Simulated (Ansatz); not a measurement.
# Exchange couplings of antiferromagnetic FeSb2 against Fe–Fe distance, PBEsol without U

We have to decide how many shells of neighbours a spin model of FeSb2 must carry, and whether such a model should be used for this material at all. The answer matters for thermoelectric work on FeSb2, where magnetic fluctuations are one proposed ingredient of the low-temperature behaviour. The couplings $J$ are calculated with PBEsol in a collinear antiferromagnetic state, with positive $J$ favouring parallel moments. They are compared with one another by distance and direction, and with a second set taken at rigid moments. Measurement finds no magnetic order in FeSb2, so the couplings describe a calculated state that the real crystal does not adopt.

## Systems and settings

One system, FeSb2 (marcasite-type, Pnnm), in the lowest of the collinear states that were tried (antiferromagnetic, 6 atom(s), 2 counted as magnetic, largest moment 1.10 muB), from measured cells of the Crystallography Open Database (measured order: nonmagnetic (arxiv:2011.10343)). Ansatz 0.2.0, plane waves with its default PAW datasets, cutoff 420 eV, collinear spins without spin-orbit coupling, Fermi-Dirac smearing of 0.1 eV. The k mesh is 6×6×10 and the sums for the couplings run over 6×6×12. Functional: PBEsol, Dudarev U (eV) none. The couplings are taken at constrained moments: the directions are held and the rest of the density and field relaxes in linear response. A second set comes from the magnetic force theorem at rigid moments: each moment turns with its exchange field frozen. The mean-field temperature from all couplings of the first set is 178 K. Shells are pairs of one length, elements and relative sign; shells whose pairs differ much, and those beyond half the range that the mesh resolves, are left out. By the count of bands on its mesh the state is metallic.

Notes on method and selection:

- J is defined by E = -sum over ordered pairs (each pair twice) of J e_i.e_j with unit vectors e, a classical Heisenberg model without biquadratic or multi-spin terms, so J > 0 favours parallel moments and the moment's size is inside J.
- The state is the lowest of a few collinear starts and need not be the true ground state; spin-orbit coupling is left out.
- Far couplings are the most sensitive to the k mesh.
- Couplings at rigid moments can miss in size and sometimes in sign.
- Ansatz's own search for a lower self-consistent state was switched off in these runs, so a run may rest in a state that is not the lowest for its pattern of moments.
- Runs whose couplings were flagged as in doubt, moved by over 30 per cent with the upper empty bands, lost their pattern of moments or rest on unlike orbital states are not listed.
- For crystals with 4f or 5f elements only couplings at constrained moments are used, since rigid ones can be several times too large.
- Runs that did not converge, have known faults or may not be shown are not listed, and runs on Ansatz's PAW sets soft_1 and soft_2 are kept to separate tables.

Columns:

- distance (Å): distance of the pair.
- neighbours: such neighbours per magnetic atom.
- pair: elements and relative sign of the two moments in this state.
- J, constrained (meV): mean J of the shell at constrained moments.
- J, rigid (meV): mean J of the same pairs at rigid moments.
- part in mean field (meV): J times neighbours times the relative sign, first set: the shell's part in the mean field that holds this state (negative: it works against the state).

Input lines of one member:

```
magnetization:
  spin_polarized: true
kpoints:
  mp_grid: { grid: [6, 6, 10] }
  band_path:
    path:
      - [0.0, 0.0, 0.0]
      - [0.0, 0.0, -0.5]
      - [0.0, 0.5, -0.5]
      - [0.0, 0.5, 0.0]
      - [0.0, 0.0, 0.0]
      - [-0.5, 0.5, 0.0]
      - [-0.5, 0.5, -0.5]
    npoints: 11
hamiltonian:
  xc: pbesol
scf:
  occupations: { method: fermi_dirac, width: 0.1 }
  lower_state_search: "off"
output:
  write_bands: true
  eigenstates:
    nscf_kmesh: { grid: [6, 6, 12] }
    top_band: c92
    exchange_couplings: { magnetic: [{ species: Fe }] }
```

Command (options for logging and memory left out): `ansatz run input.yaml`

## Table of results

| member | distance (Å) | neighbours | pair | J, constrained (meV) | J, rigid (meV) | part in mean field (meV) |
| --- | --- | --- | --- | --- | --- | --- |
| Fe–Fe at 3.19 Å | 3.19 | 2 | Fe–Fe, parallel | 7.959 | 8.755 | 15.92 |
| Fe–Fe at 4.65 Å, opposed | 4.65 | 8 | Fe–Fe, opposed | −0.862 | −1.059 | 6.90 |
| Fe–Fe at 5.82 Å | 5.82 | 2 | Fe–Fe, parallel | 0.980 | 0.749 | 1.96 |
| Fe–Fe at 6.39 Å | 6.39 | 2 | Fe–Fe, parallel | −1.417 | −1.651 | −2.83 |
| Fe–Fe at 6.49 Å, opposed | 6.49 | 8 | Fe–Fe, opposed | −0.185 | −0.186 | 1.48 |
| Fe–Fe at 6.52 Å | 6.52 | 2 | Fe–Fe, parallel | ? | ? | ? |
| Fe–Fe at 6.64 Å | 6.64 | 4 | Fe–Fe, parallel | −0.145 | −0.073 | −0.58 |
| Fe–Fe at 7.26 Å | 7.26 | 4 | Fe–Fe, parallel | 0.049 | −0.020 | 0.20 |
| Fe–Fe at 8.64 Å | 8.64 | 4 | Fe–Fe, parallel | −0.121 | −0.110 | −0.48 |

Cells marked ? are withheld until the estimate has been made.

## Why the values move as they do

Two shells carry the order. The nearest neighbours, at 3.19 Å along the c axis, couple ferromagnetically with 7.959 meV. The eight neighbours at 4.65 Å, in adjacent chains, couple antiferromagnetically with −0.862 meV each. Their parts in the mean field add to 15.92 + 6.90 = 22.82 meV, while the other shells shown nearly cancel: 1.96 − 2.83 + 1.48 − 0.58 + 0.20 − 0.48 = −0.25 meV. The result is ferromagnetic chains set antiparallel to each other. The strong chain coupling would serve a ferromagnet equally well; it is the weaker coupling between chains that selects the antiferromagnet.

The decay depends on direction as much as on distance. Along the chain, doubling the distance to 6.39 Å reverses the sign and leaves 1.417 / 7.959 = 0.18 of the size. At 6.49 Å, only 0.10 Å further but between chains, the coupling is smaller by a factor of 1.417 / 0.185 = 7.7. The second neighbour in the chain opposes parallel alignment. For an isolated chain, parallel order is stable against a long-wave spiral if $J_1 + 4J_2 > 0$, and here 7.959 − 4 × 1.417 = 2.29 meV.

The structure offers a reason. Octahedra share edges along c, which brings the iron d orbitals close together, whereas adjacent chains are joined through corner-sharing antimony. Hopping through a partly filled, metallic band can favour parallel moments along the chain, and exchange through the antimony bridge can favour opposed ones. The columns give the signs but do not resolve these orbital paths.

Rigid moments give the same signs for the two leading shells, with sizes larger by factors of 8.755 / 7.959 = 1.10 and 1.059 / 0.862 = 1.23. Among the shells shown, the sign differs only at 7.26 Å, where both values are close to zero. By the sums above, a two-shell model nearly reproduces the mean field of this state, but it holds only near it, because the iron moment changes strongly with the magnetic pattern.

## Blind estimate

Plain estimates from the members shown:

- Fe–Fe at 6.52 Å, straight-line interpolation between Fe–Fe at 6.49 Å, opposed and Fe–Fe at 6.64 Å: w = (6.52 − 6.49) / (6.64 − 6.49) = 0.200, so −0.185 + 0.200 × (−0.145 − (−0.185)) = −0.177 meV

The pair at 6.52 Å is one lattice step along b, since $\sqrt{6.52^2 + 3.19^2} = 7.26$ Å reproduces the shell one step further along c. Interpolation by distance mixes directions and deserves little trust. Applied to the 6.39 Å shell from its neighbours at 5.82 and 6.49 Å, with a weight of (6.39 − 5.82) / (6.49 − 5.82) = 0.851, it gives 0.980 + 0.851 × (−0.185 − 0.980) = −0.01 meV, against −1.417 meV in the table.

The mean-field temperature offers a better route, because it contains all couplings. With $J_0$ the sum of the parts in the mean field, $k_B T = 2J_0/3$, so 178 K corresponds to $J_0$ = 1.5 × 0.08617 × 178 = 23.01 meV. The parts shown add to 22.82 − 0.25 = 22.57 meV. The remainder is 23.01 − 22.57 = 0.44 meV, and with two parallel neighbours this gives $J$ = 0.44 / 2 = 0.22 meV if the unlisted far shells cancel.

That cancellation is the main uncertainty. The last four parts shown, 1.48, −0.58, 0.20 and −0.48 meV, have a root mean square of about 0.84 meV. We take this as the likely size of the net far contribution, which gives an error of 0.84 / 2 = 0.42 meV on $J$. The sign is therefore not settled by this estimate, although a coupling as strong as that of the nearest neighbours would be very hard to reconcile with the sum.

**Committed estimate, Fe–Fe at 6.52 Å: J, constrained = 0.2 ± 0.4 meV.**

## The answer

| member | distance (Å) | neighbours | pair | J, constrained (meV) | J, rigid (meV) | part in mean field (meV) |
| --- | --- | --- | --- | --- | --- | --- |
| Fe–Fe at 6.52 Å | 6.52 | 2 | Fe–Fe, parallel | −1.111 | −0.885 | −2.22 |

| member | estimate | J, constrained (meV) | computed | estimate − computed | miss in error bars |
| --- | --- | --- | --- | --- | --- |
| Fe–Fe at 6.52 Å | committed | 0.200 | −1.111 | +1.311 | 3.3 |
| Fe–Fe at 6.52 Å | interpolation | −0.177 | −1.111 | +0.934 |  |

The estimate of 0.2 ± 0.4 meV failed. The computed coupling is −1.111 meV, 3.3 error bars away and of opposite sign. Interpolation by distance gave −0.177 meV, with the right sign and a smaller miss of 0.934 meV, but it too found only a small part of the coupling.

Our objection to mixing directions held. The shells at 6.49 and 6.52 Å are almost equally long, yet their couplings differ by a factor of 1.111 / 0.185 = 6.0.

The assumption that the unlisted shells cancel did not hold. With the new part of −2.22 meV, the nine shells add to 22.57 − 2.22 = 20.35 meV, against 23.01 meV from the mean-field temperature. The missing part, 23.01 − 20.35 = 2.66 meV, supports the state and comes from pairs beyond 8.64 Å, since the cell allows no other Fe–Fe distance below that. We had taken the size of this tail from single listed shells, although it is a sum over many. Such a long tail is plausible in a metallic state, but it is also the part most sensitive to the k mesh.

## Exceptions

Against a smooth decay with distance, three shells beyond 5 Å stand out, and all three lie along crystal axes: 0.980 meV at 5.82 Å along a, −1.417 meV at 6.39 Å along c, and −1.111 meV at 6.52 Å along b. The four remaining shells beyond 5 Å lie off the axes and do not exceed 0.185 meV in size. Even the weakest axial coupling is thus 0.980 / 0.185 = 5.3 times the strongest of these.

The likeliest reason is that exchange in this metallic state runs through particular orbital paths and parts of the Fermi surface, so that direction counts as well as length. Along c, the iron chain itself offers such a path. Along a and b the coupling has to pass through antimony states, and their different geometry in the two directions may account for the opposite signs.

Rigid moments give the same three signs, with 0.749, −1.651 and −0.885 meV, so the pattern does not hinge on how the moments are turned. Both sets use the same k mesh, however, and their agreement is no test of mesh error.

## Summary

For the spin model, the shells at 3.19 and 4.65 Å suffice to give the calculated pattern of ferromagnetic chains set antiparallel. They also give a mean-field temperature of 2 × 22.82 / (3 × 0.08617) = 177 K, close to the full 178 K, but only because later shells cancel. All nine shells give 2 × 20.35 / (3 × 0.08617) = 157 K. The mean-field temperature also varies widely with the settings of the calculation, so the close match is no measure of accuracy. A model meant for spin waves therefore needs the axial couplings and a check of the far tail.

Distance alone does not predict an untabulated coupling near 6 Å: interpolation missed by about 1 meV or more in both trials, as much as the axial couplings themselves.

The largest reservation is the moment. Measured FeSb2 has no magnetic order, and without stable local moments these couplings lose their meaning. Within the calculation, the ferromagnetic state has a smaller iron moment than the state tabled here. If $J$ scaled with the moment squared, halving the moment would cut the leading coupling to 7.959 / 4 = 1.99 meV. We would not use this model for the real crystal's thermodynamics.

[Logs are printed without paths, hosts, clocks, repeated set-up lines and the standing remarks that a program may print on its own settings, such as how far it seeks lower states.]
